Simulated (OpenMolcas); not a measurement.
A ladder of methods for CHF3O3S (triflic acid)

CHF3O3S: 9 atoms, total charge 0, spin state singlet. SMILES: `O=S(=O)(O)C(F)(F)F`. The shape is that of a PBE0-D4/def2-TZVP optimisation. This is one conformer, not always the lowest.

| atom | x (Å) | y (Å) | z (Å) |
| --- | --- | --- | --- |
| O | 1.4629 | -0.5819 | 0.9857 |
| S | 0.2985 | -0.7789 | 0.1944 |
| O | 0.1445 | -1.8377 | -0.7300 |
| O | -0.9727 | -0.7780 | 1.1281 |
| C | 0.0031 | 0.7967 | -0.7252 |
| F | -0.0766 | 1.8017 | 0.1382 |
| F | 1.0144 | 1.0041 | -1.5475 |
| F | -1.1209 | 0.7238 | -1.4123 |
| H | -0.7532 | -0.3500 | 1.9686 |

Each level gives the dipole moment (D). The values are calculated.

```json
{"level": "HF/6-31G* (spherical functions)", "kind": "Hartree–Fock", "program": "OpenMolcas", "value (D)": "3.20", "CPU time": "17 s"}
{"level": "SVWN5/6-31G* (spherical functions)", "kind": "LDA", "program": "OpenMolcas", "value (D)": "2.94", "CPU time": "33 s"}
{"level": "BLYP/6-31G* (spherical functions)", "kind": "GGA", "program": "OpenMolcas", "value (D)": "2.88", "CPU time": "47 s"}
{"level": "M06-L/6-31G* (spherical functions)", "kind": "meta-GGA", "program": "OpenMolcas", "value (D)": "2.88", "CPU time": "51 s"}
{"level": "TPSS/6-31G* (spherical functions)", "kind": "meta-GGA", "program": "OpenMolcas", "value (D)": "2.86", "CPU time": "56 s"}
{"level": "B3LYP/6-31G* (spherical functions)", "kind": "global hybrid", "program": "OpenMolcas", "value (D)": "2.95", "CPU time": "41 s"}
{"level": "M06-2X/6-31G* (spherical functions)", "kind": "hybrid meta-GGA", "program": "OpenMolcas", "value (D)": "2.99", "CPU time": "47 s"}
```

The values span 2.86 to 3.20 D. CPU times are rough (shared hosts, several kinds of processor): they show what a rung costs within a factor of a few.

Every level gives triflic acid a sizeable dipole, and the density functionals agree closely with one another; Hartree–Fock stands apart at 3.20 D. The moment is a vector sum in which the polar S–O and C–F bonds partly oppose each other, since the sulfonyl oxygens and the fluorines draw electron density towards opposite ends of the molecule, while the acidic O–H bond adds a contribution that depends on its orientation. Similar totals therefore need not mean similar bond polarities.

The hybrids lie above the semilocal functionals, though B3LYP exceeds SVWN5 only marginally, and the order probably reflects the stronger charge separation favoured by exact exchange, which correlation moderates. Going from LDA to GGA and meta-GGA lowers the moment slightly, so the values do not rise steadily with the sophistication of the functional. The narrow spread among functionals is not an error bar: all share a small basis without diffuse functions, which limits the description of the outer density around oxygen and fluorine, and such a common error would not show up in their agreement.
